# Pushing a silver ion into methane

## The question

A silver ion binds methane without forming an ordinary covalent bond. Suppose the ion is pushed towards the molecule, past the distance at which the pair is most stable. Some of the binding must be lost. Does the error of an approximate method shrink along with the binding, or does it grow?

The table follows the pair along a line. The shift x is counted from the minimum of the PBE0-D4 structure, and negative x means closer contact. The methane molecule keeps its shape throughout, so the values are interaction energies and not dissociation energies. CCSD(T) serves as the reference, and a negative difference from it means that a method binds more strongly than the reference. In the triple-zeta basis used here, the reference itself binds too weakly. At the minimum, CCSD(T) extrapolated to a complete basis gives −17.1 kcal/mol against −14.52 in the table, a shortfall of about 2.5. Density functionals depend much less on the basis, so a good part of their apparent overbinding comes from the reference.

Interaction energies of Ag⁺ with CH₄ in the gas phase, computed with Ansatz 0.2.0 (def2-TZVPPD, def2 core potential on Ag, counterpoise-corrected; only C 1s frozen in MP2 and CCSD(T)); negative values mean binding. Methane is shifted rigidly from the PBE0-D4/def2-TZVP minimum along the line through Ag and the mean position of methane's atoms; negative shifts bring it closer.

```csv
shift from the minimum (Å),CCSD(T) (kcal/mol),PBE-D4 (kcal/mol),PBE0-D4 (kcal/mol),B3LYP-D4 (kcal/mol),MP2 (kcal/mol),PBE-D4 less CCSD(T) (kcal/mol)
-0.248,?,?,?,?,?,?
-0.124,-13.44,-21.37,-17.91,-16.95,-15.10,-7.93
0.000,-14.52,-21.67,-18.52,-18.01,-15.68,-7.15
0.124,-14.26,-20.92,-17.98,-17.93,-15.07,-6.66
0.298,-12.80,-18.76,-16.10,-16.41,-13.30,-5.96
0.621,-9.30,-13.97,-11.79,-12.30,-9.52,-4.67
1.242,-4.52,-7.05,-5.76,-6.04,-4.60,-2.53
2.484,-1.35,-1.75,-1.50,-1.38,-1.38,-0.40
```

The task is to predict the row at −0.248 Å from the others.

## Two forces of different reach

The charge of Ag⁺ pulls on the electrons of methane and induces a dipole, which the ion then attracts. This pull reaches far, because it falls only as a power of the distance. At closer range the C–H bonds also donate some charge into the empty 5s orbital of silver, which adds to the attraction.

Against this stands the repulsion of two closed shells. Electrons of like spin can't occupy the same state, so overlapping filled clouds raise the energy. Overlap changes roughly exponentially with distance, and around the minimum the repulsion rises faster than the attraction as the partners approach.

One step of 0.124 Å outward from x = 0 costs 0.26 kcal/mol of CCSD(T) binding, while the same step inward costs 1.08. Much of this contrast arises because the best CCSD(T) distance lies slightly outside the PBE0-D4 minimum, from which x is counted. For PBE0-D4 itself the two steps cost 0.54 and 0.61. The next step inward must still cost more than the first, since the repulsion keeps gaining on the attraction. Continuing in a straight line from the last two points would leave too much binding.

## Two simple curves

How much more it costs depends on the shape of the wall, and two forms are reasonable. The first is a Morse curve, in which repulsion and attraction are both exponential and the repulsion decays twice as fast. The second joins an exponential wall to the attraction between an ion and an induced dipole, −C/R⁴. It needs the Ag–C distance R, taken here as 2.5 Å + x, where 2.5 Å is a rough value for the 2.48 Å of the PBE0-D4 minimum.

Each form was fitted to the five known rows with x below 1 Å, separately for CCSD(T) and PBE-D4. The two far rows were left out because neither form suits both regions. A Morse tail dies too quickly, and a single constant C cannot describe short-range donation that has faded far out.

For CCSD(T) at x = −0.248 Å, a row outside the fit, the estimates run as follows, in kcal/mol:

- Morse: 15.94 · exp(2 · 1.552 · 0.248) − 30.43 · exp(1.552 · 0.248) = 34.4 − 44.7 = −10.3
- Wall and induced dipole: 10.02 · exp(4.125 · 0.248) − 960.4/2.252⁴ = 27.9 − 37.3, or −9.5 before the terms are rounded

The separate terms are not measured amounts of repulsion and attraction, for the two forms divide nearly the same total quite differently. Both describe the fitted rows to within a tenth of a kcal/mol. The Morse curve fits them somewhat more closely, but a closer fit around the minimum does not show which wall is right further in. The forecast is therefore the mean of the two.

## A simpler rule for MP2

The excess binding of MP2 over CCSD(T) follows a pattern of its own. It is 0.81 kcal/mol at 0.124 Å, 1.16 at the minimum and 1.66 at −0.124 Å. Each equal step inward multiplies it by about 1.43. A constant factor per step is the mark of an exponential, the same kind of law that governs overlap. One more step gives 1.66 · 1.43 ≈ 2.4.

## The predictions

For the row at −0.248 Å, in kcal/mol:

- CCSD(T): −9.9 ± 0.6
- PBE-D4: −18.9 ± 0.6
- PBE-D4 less CCSD(T): −9.0 ± 0.6
- MP2 less CCSD(T): −2.4 ± 0.2
- All methods still bind, and they keep the order of the three innermost known rows: PBE-D4, PBE0-D4, B3LYP-D4, MP2, CCSD(T), strongest first.

The ranges are judgements and not statistical intervals.

## The computed row

The withheld rows as computed:

```csv
shift from the minimum (Å),CCSD(T) (kcal/mol),PBE-D4 (kcal/mol),PBE0-D4 (kcal/mol),B3LYP-D4 (kcal/mol),MP2 (kcal/mol),PBE-D4 less CCSD(T) (kcal/mol)
-0.248,-10.04,-18.97,-15.11,-13.55,-12.39,-8.93
```

All four numbers fall within their ranges. In the order of the list, the forecasts before rounding miss by 0.16, 0.09, 0.07 and 0.03 kcal/mol. The second step inward costs CCSD(T) 13.44 − 10.04 = 3.40 kcal/mol, about three times the cost of the first. All five methods still bind, and they stand in the predicted order.

The close hit for CCSD(T) needs a caution. The Morse curve leaves 0.25 kcal/mol too much binding and the other form 0.57 too little, so their misses partly cancel in the mean. The Morse form ties the wall to the attraction, which makes its repulsion rise more gently than that of the other form. The computed wall lies between the two.

Far out the signs are reversed. At 2.484 Å the Morse curve gives −0.64 where CCSD(T) has −1.35, because its attraction dies exponentially, while the real pull at long range falls only as a power of the distance. The other form gives −1.56. Its constant was set near the minimum, where it had to stand for every kind of attraction at once, and it is too large for the distant pair. Even there the induced dipole need not act alone. The methane is frozen in the slightly distorted shape it has in the complex, so it can carry a small permanent dipole as well.

## Less binding, more error

Measured against CCSD(T) in the same basis, the errors of PBE-D4 and MP2 grow while the binding shrinks. Between the minimum and the closest row, CCSD(T) loses 4.48 kcal/mol of binding and PBE-D4 only 2.70. PBE-D4 thus seems to resist compression too weakly. Its excess binding rises from 49% of the CCSD(T) value to 89%.

For MP2 the comparison is fairly even, since both methods treat correlation in the same basis and much of the shortfall should cancel. For PBE-D4 the answer is less secure. Against the complete-basis value its error at the minimum is about 4.6 kcal/mol, or 27%. The difference in the table grows by 1.78 kcal/mol from there to the closest row, and some of that growth may come from a basis shortfall that itself increases at close contact. Only a complete-basis value for the closest row could show how much. Single-reference methods such as CCSD(T) can also fail for some d metals, but a T1 diagnostic of 0.011 on the closest row gives no sign of that here.

This matters to anyone who corrects a cheap curve with one accurate point. At the minimum, multiplying the PBE-D4 energy by 0.67 reproduces CCSD(T) in this basis. On the closest row the same factor gives −12.7 instead of −10.04 kcal/mol. With the complete-basis value the factor at the minimum would be 0.79, and how badly that one fails on the wall is not known. The net energy on the wall is what remains of two large opposing effects, and an error in either need not shrink when the remainder does.

## Errors of different range

The differences of PBE-D4 and MP2 from CCSD(T) both grow on the wall, but they differ in reach. At 0.621 Å the MP2 excess has faded to 0.22 kcal/mol, while that of PBE-D4 is still 4.67. MP2 thus departs from CCSD(T) mainly where the electron clouds overlap strongly. PBE-D4 departs from it through the whole well, though part of that gap is the basis shortfall of the reference.

A likely reason for the PBE-D4 error lies in the donation from methane to silver. In a semilocal functional an electron partly repels itself, so spreading charge over both partners looks too favourable. Donation into the 5s orbital is then overstated, and it strengthens as the orbitals overlap more. This argument rests on the known behaviour of such functionals. The energies near the minimum agree with it but do not isolate it. Farther out they fit it less well. From 0.298 to 1.242 Å the excess rises from 47% to 56% of the CCSD(T) binding, whereas an error tied to overlap should fade faster than the binding as a whole. The D4 term is not the main cause, for on the closest row it supplies only about 0.9 kcal/mol of the PBE-D4 binding, against a difference of 8.93 from CCSD(T), of which the basis may account for a few kcal/mol. A repulsion that is too soft could also contribute, and the table does not separate it from overstated donation.

The hybrids support the idea only in part. Exact exchange reduces the self-repulsion, and PBE0-D4 cuts the difference from CCSD(T) at the minimum from 7.15 to 4.00 kcal/mol. Yet B3LYP-D4, which contains less exact exchange, is closer still at 3.49. Against the complete-basis value the errors of PBE-D4, PBE0-D4 and B3LYP-D4 are only about 4.6, 1.5 and 0.9 kcal/mol, so both hybrids come fairly close at the minimum. In the table's basis the B3LYP-D4 difference also stays almost level from 0.298 to −0.248 Å, so the growth seen for PBE-D4 on the wall is not common to all density functionals.

The output below gives the fits, the forecasts and their misses in full.

The analysis program printed:

```
fit of ccsd_t on 5 rows (x < 1): coefficient of exp(-2*s*x) 15.94 +/- 0.091, coefficient of exp(-s*x) -30.43 +/- 0.093, s 1.552; rms 0.0256, worst 0.298 -0.0388, leave-one-out rms 0.112
  rows outside the fit (model, value, miss): -0.248 -10.29, -10.04, -0.247; 1.242 -4.089, -4.52, 0.431; 2.484 -0.6369, -1.35, 0.713
fit of ccsd_t on 5 rows (x < 1): coefficient of exp(-s*x) 10.02 +/- 0.095, coefficient of 1/r**4 -960.4 +/- 4, s 4.125; rms 0.0416, worst 0.298 0.0613, leave-one-out rms 0.204
  rows outside the fit (model, value, miss): -0.248 -9.471, -10.04, 0.569; 1.242 -4.838, -4.52, -0.318; 2.484 -1.556, -1.35, -0.206
fit of pbe_d4 on 5 rows (x < 1): coefficient of exp(-2*s*x) 19.7 +/- 0.072, coefficient of exp(-s*x) -41.39 +/- 0.072, s 1.385; rms 0.019, worst 0.124 0.0343, leave-one-out rms 0.0451
  rows outside the fit (model, value, miss): -0.248 -19.19, -18.97, -0.222; 1.242 -6.776, -7.05, 0.274; 2.484 -1.305, -1.75, 0.445
fit of pbe_d4 on 5 rows (x < 1): coefficient of exp(-s*x) 17.06 +/- 0.17, coefficient of 1/r**4 -1517 +/- 6.9, s 3.475; rms 0.059, worst 0.0 -0.0917, leave-one-out rms 0.273
  rows outside the fit (model, value, miss): -0.248 -18.57, -18.97, 0.4; 1.242 -7.507, -7.05, -0.457; 2.484 -2.455, -1.75, -0.705
Withheld row, CCSD(T) forecast, plus or minus 0.6 [kcal/mol]: -9.879
Withheld row, CCSD(T) forecast less computed [kcal/mol]: 0.1609
Withheld row, PBE-D4 forecast, plus or minus 0.6 [kcal/mol]: -18.88
Withheld row, PBE-D4 forecast less computed [kcal/mol]: 0.0891
Withheld row, PBE-D4 less CCSD(T) forecast, plus or minus 0.6 [kcal/mol]: -9.002
Withheld row, PBE-D4 less CCSD(T), forecast less computed [kcal/mol]: -0.07176
Withheld row, MP2 less CCSD(T) forecast, plus or minus 0.2 [kcal/mol]: -2.376
Withheld row, MP2 less CCSD(T), forecast less computed [kcal/mol]: -0.02552
Same step rule tried on the row at -0.124, MP2 less CCSD(T) [kcal/mol]: -1.661
MP2 less CCSD(T), all rows [kcal/mol]: -0.248 -2.35, -0.124 -1.66, 0.0 -1.16, 0.124 -0.81, 0.298 -0.5, 0.621 -0.22, 1.242 -0.08, 2.484 -0.03
PBE-D4 overbinding relative to CCSD(T), all rows [percent]: -0.248 88.94, -0.124 59, 0.0 49.24, 0.124 46.7, 0.298 46.56, 0.621 50.22, 1.242 55.97, 2.484 29.63
Distance between the two wall forms on the withheld row, CCSD(T) [kcal/mol]: 0.8165
Distance between the two wall forms on the withheld row, PBE-D4 [kcal/mol]: 0.6215
```
